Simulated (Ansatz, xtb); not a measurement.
## Relative energy of two isomers of C2H11O2PSi2

Structure I is `CO[Si@H](C)O[SiH2]P`, a singlet and structure II is `CO[Si@H](P)O[SiH2]C`, a singlet. Both are isolated molecules in the gas phase, relaxed with B3LYP-D3(BJ)/def2-SVP; each stands in its lowest conformer found.

Q: Estimate which is lower in electronic energy at CCSD(T)/def2-SVP + ΔMP2/def2-TZVPP, and by roughly how much.

A: Too close to call at this level: CCSD(T)/def2-SVP + ΔMP2/def2-TZVPP gives E(II) − E(I) = +0.76 kcal/mol.

The same difference at several levels:

```tsv
level	geometry	E(II) − E(I) (kcal/mol)	departure from the last row (kcal/mol)	job, with rough time for the two
GFN2-xTB	GFN2-xTB	+0.02	−0.74	optimisation, 1.4 s
HF/STO-3G	GFN2-xTB	−0.14	−0.89	single point, 0.56 s
r2SCAN-D4/def2-SVP	GFN2-xTB	+1.31	+0.55	single point, 6.1 s
B3LYP-D3(BJ)/def2-SVP	B3LYP-D3(BJ)/def2-SVP	+0.73	−0.03	optimisation, 4.1 min
HF/def2-SVP	B3LYP-D3(BJ)/def2-SVP	+1.77	+1.01	part of the CCSD(T) run
MP2/def2-SVP	B3LYP-D3(BJ)/def2-SVP	+0.62	−0.13	part of the CCSD(T) run
CCSD(T)/def2-SVP	B3LYP-D3(BJ)/def2-SVP	+0.79	+0.04	single point
CCSD(T)/def2-SVP + ΔMP2/def2-TZVPP	B3LYP-D3(BJ)/def2-SVP	+0.76		single point, 2.3 min
```

As drawn, both hold the same kinds of bond in the same numbers.

The largest departure from CCSD(T)/def2-SVP + ΔMP2/def2-TZVPP is that of HF/def2-SVP, 1.01 kcal/mol. The last row adds to CCSD(T) the change of the MP2 difference between the two basis sets, here −0.04 kcal/mol.

With thermal terms from frequencies at re-optimised GFN2-xTB minima (ideal gas, soft modes damped towards free rotors, one conformer each, 298.15 K, 1 atm): on the last row, ΔE + ΔZPE = +0.81, ΔH = +0.81, ΔG = +0.71 kcal/mol.

The correlated steps freeze 19 core orbitals. Programs: Ansatz 0.2.0, xtb 6.7.1; the last row on 4 threads of Arm Neoverse V1 on a shared host.

The isomers differ only in which silicon carries methyl and which carries phosphino, so the Si–C and Si–P bond energies largely cancel and what remains is the effect of next-nearest neighbours. The slight lean towards I, with methyl on the silicon bearing two oxygens, probably reflects electrostatics: that silicon is the more positive, and carbon, more electronegative than phosphorus, carries more negative charge to stabilise it. Donation from oxygen lone pairs into the low-lying Si–P antibonding orbital should pull the other way, which may help keep the gap small.

Correlation favours II, cutting the preference from +1.77 kcal/mol in HF to +0.79 in CCSD(T) with the same basis; this suggests greater correlation stabilisation when the polarisable phosphorus sits in the more crowded silicon environment. Thermal terms barely alter the balance, as expected for isomers with matching bonds. The results support near-degeneracy rather than a secure ordering, and say nothing about how readily the substituents could exchange, which would require breaking strong Si–C bonds.
